A mesh with eight times as many k points sounds as if it should be eight times as accurate. In metallic Ta₂Si, doubling the divisions along each edge does multiply the number of k points by about eight, but it cuts the force error only to roughly a quarter. From 2x2x2 to 4x4x4 the largest force change, which is the error against the 16x16x16 reference, drops from 0.202 to 0.044 eV/Å. From 4x4x4 to 8x8x8 it drops less, to 0.016 eV/Å.

Ansatz 0.2.0, PBEsol without spin polarization, PAW datasets made for PBE: Ta₂Si, 6-atom cell, fixed atoms, plane-wave cutoff 420 eV, Gaussian smearing 0.1 eV, Γ-centred k meshes. The reference is the 16x16x16 mesh; energies are for zero smearing, and the force change is the largest over atoms and axes. Pressure is positive in compression and corrected for the finite cutoff.

```
  k mesh  energy less reference (meV per atom)  pressure less reference (GPa)  largest force change (eV/Å)  pressure (GPa)
   1x1x1                                 579.1                          4.513                        1.226           1.405
   2x2x2                                   8.0                          1.292                        0.202          -1.816
   4x4x4                                   0.5                          0.312                        0.044          -2.796
   6x6x6                                  -0.8                          0.041                        0.013          -3.067
   8x8x8                                   0.9                          0.007                        0.016          -3.101
10x10x10                                  -0.1                          0.001                        0.001          -3.107
12x12x12                                   0.1                         -0.005                        0.004          -3.113
14x14x14                                   0.1                          0.000                        0.001          -3.108
```

**Why a metal converges slowly**

A k mesh replaces an average over all electron waves in the crystal by an average over a few samples. If the sampled quantity varies smoothly, this works very well. The mesh goes wrong only for ripples so fine that every mesh point falls on the same part of the ripple, which the mesh then mistakes for a constant. A smooth function contains hardly any such ripples, so its error dies away exponentially as the mesh is refined.

A metal has a function that is not smooth. At the Fermi surface, the boundary between filled and empty states, a band's contribution to force or stress stops abruptly, or almost so with the slight smearing used here. An abrupt edge cannot be built without fine ripples, and their strength falls slowly, as 1/N, where N is the number of divisions along each edge.

The curvature of the Fermi surface helps. Only those patches that face along a ripple add up, while the contributions from the rest of the surface cancel. The finer the ripple, the smaller these patches are, and their area also shrinks as 1/N. Edge and patch together give an error that falls as 1/N².

The sign of the error depends on where the mesh points happen to lie relative to the surface. It can therefore change from one mesh to the next, and the error can pass close to zero by accident. The 1/N² law describes an envelope, not each value beneath it.

**The rule**

The error of one coarse mesh sets the scale:

error at N ≈ error at 2x2x2 × (2/N)²

Theory supplies the exponent, though strictly only for fine meshes, and the 2x2x2 row supplies the size. That so coarse a mesh already serves as a starting point is a finding for Ta₂Si, not a promise for every metal. For 8x8x8 the force error should be 0.202 × (2/8)² = 0.202/16 ≈ 0.013 eV/Å, and the calculation gives 0.016. For 10x10x10 it should be 0.202/25 ≈ 0.008 eV/Å, but the calculation gives only 0.001. Neither of these rows was used to set the rule. The second lies far below the estimate, but its true error may be larger than 0.001 eV/Å, because the reference mesh has an error of its own.

**How good it is**

From 4x4x4 on, the force error is never more than 1.3 times the estimate, but it can be as little as about a tenth of it. The rule is thus a fair guide to how bad a mesh may be and a poor predictor of a single value. A good result on one mesh may be an accidental near-zero, so it should not be taken as the start of a faster trend.

The stress follows the rule more evenly. The errors of its components come from the same calculations and are listed in the output after this text. The largest error of any component stays between 1.0 and 1.8 times the estimate from 4x4x4 on. It is not the same component throughout. At 2x2x2 the error is 1.958 GPa along the long axes and only about 0.04 GPa along the short axis, while from 4x4x4 on the short axis carries the larger error. Scaled from its own 2x2x2 value, the short axis would exceed the estimate about fiftyfold or more, so the rule must start from the largest component. It is tempting to credit the two independent components of the stress, since one could be large while the other passes through zero. But from 8x8x8 on, the error along the long axes is always roughly half that along the short axis, with the opposite sign, so the two rise and fall together. With so few meshes, the smaller scatter may be partly luck.

A power law and an exponential decay were also fitted to these stress errors, without the 1x1x1 row. Over these seven rows the power law fits better, with an exponent of −1.8 ± 0.1. The fit leans on the 2x2x2 row and on the finest rows, where the error of the reference enters, and the few meshes in between cannot be expected to tell the two laws apart. The exponent agrees with the Fermi-surface argument but does not prove it; a stronger test would be a comparison with an insulator or with other smearing widths.

**Where the pressure misleads**

From 6x6x6 on, the pressure error lies far below what the rule says. At 8x8x8 it is within 0.007 GPa of the reference, while one stress component is still off by 0.13 GPa. The pressure is the mean of the three axial stresses, and from 6x6x6 on the errors along the short and long axes have opposite signs and nearly cancel.

Theory offers a reason. When the cell is compressed evenly, the Fermi surface and the mesh scale together, so the mesh points stay at nearly the same places relative to the surface. When the cell changes shape, the surface shifts against the mesh, and the error changes with it. The pressure column fits this picture: from 2x2x2 to 10x10x10 its error falls by a factor of about 4 to 8 for every two added divisions, the steady fall expected of the smooth part of the average. It also means that the starting value for the stress, two thirds of which is pressure error, is probably not a pure Fermi-surface error, and its fit to the finer meshes may be partly chance. A settled pressure therefore suggests that the volume is safe, but it does not show that the ratio of the cell edges is.

**Where the rule stops**

The 1x1x1 mesh lies outside it. At its single k point every band happens to be practically full or empty, and the calculation shows a false gap of about 0.55 eV. The mesh does not see the Fermi surface at all. The largest stress error is about 4 times what the rule would give, and the energy error of 579 meV per atom is 18 times its estimate. The force error is only 1.5 times the estimate, but that closeness cannot be relied on. This mesh must not be used as the starting point.

The energy obeys the rule only loosely. Counted from the Fermi level, a band's contribution to the energy goes to zero at the surface instead of stopping abruptly, so theory expects a faster fall, as 1/N³. Scaled from 2x2x2, that law underestimates the error at 8x8x8 sevenfold, which may reflect a small starting value as much as a wrong exponent. The square rule does better as a rough ceiling, exceeded by a factor of at most 1.8 from 4x4x4 on, but for the energy it is an empirical finding without a derivation.

At the fine end, the reference itself gets in the way. The rule gives the 16x16x16 mesh a force error of about 0.003 eV/Å, as large as or larger than most of the differences in the last three rows. Those rows show that the error has become small, but they hardly test how it falls.

Smearing sets a further limit. The Gaussian width of 0.1 eV rounds the edge at the Fermi surface. Once a mesh is fine enough to resolve the rounded edge, the error should fall faster than the rule says. This is expected when N times the cell edge times the width becomes comparable to the slope of the bands at the Fermi surface. At 8x8x8 that product is about 4 eV·Å, so for flat d bands the change could fall within the range of the table. The stress errors show no such faster fall, and the table does not fix where it begins.

**What to do with it**

Run a 2x2x2 mesh and one clearly finer mesh, take the difference as the starting error, and solve the rule for N. If the 2x2x2 error happens to be small by accident, the rule promises too much, so a third mesh is a useful check. For a force error of 0.01 eV/Å in Ta₂Si, the rule gives N = 2 × √(0.202/0.01) ≈ 9, so the next even mesh is 10x10x10. For stress, a safety factor of 2 covers every row from 2x2x2 on, though it was chosen with these rows in view.

Compare the error with the force itself, too. The reference force on each Ta atom has components of only 0.042 eV/Å, so the error at 4x4x4 is as large as the force. It cancels the force almost completely and leaves a tiny one in the opposite direction. With a force limit of 0.01 eV/Å, a relaxation on that mesh would stop at these positions, although the reference force is still well above the limit.

If the same crystal is described by a cell with doubled edges, half the divisions give the same sampling. For another metal the starting error must be computed afresh, because it depends on that metal's bands.

The analysis program printed:

```
Square rule from 2x2x2 for force (eV/angstrom) and largest stress component error (GPa):
       row  force estimate  force computed/estimate  stress error  stress estimate  stress computed/estimate
     1x1x1           0.808                    1.517         32.44            7.833                     4.141
     2x2x2           0.202                        1         1.958            1.958                         1
     4x4x4          0.0505                   0.8713        0.5441           0.4896                     1.111
     6x6x6         0.02244                   0.5792        0.3485           0.2176                     1.602
     8x8x8         0.01263                    1.267        0.1311           0.1224                     1.071
  10x10x10         0.00808                   0.1238       0.08148          0.07833                      1.04
  12x12x12        0.005611                   0.7129       0.09795           0.0544                     1.801
  14x14x14        0.004122                   0.2426       0.06436          0.03997                      1.61
Stress errors by axis (GPa) and energy rules (meV per atom):
       row  xx error  zz error  energy square estimate  computed/square  energy cube estimate  computed/cube
     1x1x1    -9.451     32.44                      32             18.1                    64          9.048
     2x2x2     1.958  -0.04283                       8                1                     8              1
     4x4x4    0.1952    0.5441                       2             0.25                     1            0.5
     6x6x6   -0.1126    0.3485                  0.8889              0.9                0.2963            2.7
     8x8x8   0.07615   -0.1311                     0.5              1.8                 0.125            7.2
  10x10x10   0.04225  -0.08148                    0.32           0.3125                 0.064          1.562
  12x12x12  -0.05745   0.09795                  0.2222             0.45               0.03704            2.7
  14x14x14  -0.03273   0.06436                  0.1633           0.6125               0.02332          4.288
fit of log(smax) on 7 rows (nk > 1): constant 1.901 +/- 0.27, coefficient of log(nk) -1.787 +/- 0.13; rms 0.188, worst 10x10x10 0.294, leave-one-out rms 0.234
  rows outside the fit (model, value, miss): 1x1x1 1.901, 3.479, -1.58
fit of log(smax) on 7 rows (nk > 1): constant 0.6474 +/- 0.39, coefficient of nk -0.2702 +/- 0.043; rms 0.389, worst 2x2x2 -0.565, leave-one-out rms 0.601
  rows outside the fit (model, value, miss): 1x1x1 0.3773, 3.479, -3.1
Force error that the rule gives the 16x16x16 reference itself (eV/angstrom): 0.003156
Stress error that the rule gives the 16x16x16 reference itself (GPa): 0.0306
Divisions that the rule asks for a force error of 0.01 eV/angstrom: 8.989
Divisions for a stress error of 0.1 GPa with a safety factor of 2: 12.52
Force error of 4x4x4 divided by the reference force component: 1.052
Largest ratio of pressure error to largest stress component error from 6x6x6 on: 0.1176
```
